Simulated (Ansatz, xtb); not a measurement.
## Two isomers of F2H2Se2Sn

Structure X: `F[Se][Sn@H]([F])[SeH]`, a singlet. Structure Y: `[F][SnH]([F])[Se][SeH]`, a singlet. Both are isolated molecules in the gas phase, relaxed with PBE0-D4/def2-SVP; the shapes shown needn't be the lowest conformers.

X (Å):

```yaml
atoms:
  - { symbol: F, position_ang: [-1.4126, 1.1054, -1.3933] }
  - { symbol: F, position_ang: [0.6992, -1.0919, 1.5475] }
  - { symbol: Se, position_ang: [-0.4311, 1.9335, -0.1511] }
  - { symbol: Se, position_ang: [-2.8888, -1.0806, 0.8425] }
  - { symbol: Sn, position_ang: [-0.8237, 0.1141, 1.6029] }
  - { symbol: H, position_ang: [-0.7875, 0.7172, 3.2001] }
  - { symbol: H, position_ang: [-2.7049, -0.4410, -0.4748] }
```

Y (Å):

```xyz
7

F     1.7553   -0.2080   -0.7614
F    -1.2280    0.1013   -0.6421
Se   -0.0063   -2.6903   -2.6743
Se    0.1703   -3.6306   -0.5300
Sn    0.1891   -0.3063   -1.8857
H     0.2636    0.9586   -3.0299
H     1.6448   -3.6288   -0.4979
```

Question: Estimate which is lower in electronic energy at CCSD(T)/def2-SVP + ΔMP2/def2-TZVPP, and by roughly how much.

Answer: The CCSD(T)/def2-SVP + ΔMP2/def2-TZVPP calculation puts structure Y lower, by 108.4 kJ/mol.

Level by level:

```csv
level,geometry,E(Y) − E(X) (kJ/mol),departure from the last row (kJ/mol),"job, with rough time for the two"
PBE0-D4/def2-SVP,PBE0-D4/def2-SVP,−98.0,+10.4,"optimisation, 2 min"
HF/def2-SVP,PBE0-D4/def2-SVP,−113.5,−5.1,part of the CCSD(T) run
MP2/def2-SVP,PBE0-D4/def2-SVP,−120.7,−12.3,part of the CCSD(T) run
CCSD(T)/def2-SVP,PBE0-D4/def2-SVP,−110.6,−2.2,single point
CCSD(T)/def2-SVP + ΔMP2/def2-TZVPP,PBE0-D4/def2-SVP,−108.4,,"single point, 98 s"
```

As drawn, Y has 1 F–Sn, 1 Se–Se in place of 1 F–Se, 1 Se–Sn.

None of the levels shown reverses the order. The largest departure from CCSD(T)/def2-SVP + ΔMP2/def2-TZVPP is that of MP2/def2-SVP, 12.3 kJ/mol. Levels run at GFN2-xTB geometries aren't shown. The last row adds to CCSD(T) the change of the MP2 difference between the two basis sets, here +2.2 kJ/mol.

With thermal terms from frequencies at re-optimised GFN2-xTB minima (ideal gas, soft modes damped towards free rotors, one conformer each, 298.15 K, 1 atm): on the last row, ΔE + ΔZPE = −111.2, ΔH = −110.5, ΔG = −112.1 kJ/mol.

The correlated steps freeze 24 core orbitals; the filled d shell of Se and Sn is correlated, in a basis made for valence electrons. Atoms past krypton carry core potentials in the def2 sets and no spin–orbit term is included. Mirror images aren't counted in ΔG. Codes used: Ansatz 0.2.0, xtb 6.7.1; the last row on 2 threads of Arm Neoverse V2 on a shared host.

Y is favoured clearly, and the exchange of bonds explains why: a fluorine bound to selenium in X is bound to tin in Y. Tin is much the more electropositive partner, so its bond to fluorine is strongly polar and strong, whereas the Se–F bond is weaker and sets lone pairs on both atoms against each other. Trading Se–Sn for Se–Se probably matters less, since both are fairly soft, weakly polar bonds. In formal terms tin stays tetravalent, while the unequal selenium centres of X, Se(0) and Se(−II), become two Se(−I) centres in the diselenide unit of Y.

Hartree–Fock already gives −113.5 kJ/mol, so the preference doesn't depend on electron correlation, which only adjusts its size. The thermal terms change little, as expected for two isomers with the same number of molecules on each side. The result is a thermodynamic ordering of these two structures; it doesn't show that X would rearrange readily, because no barrier was computed.
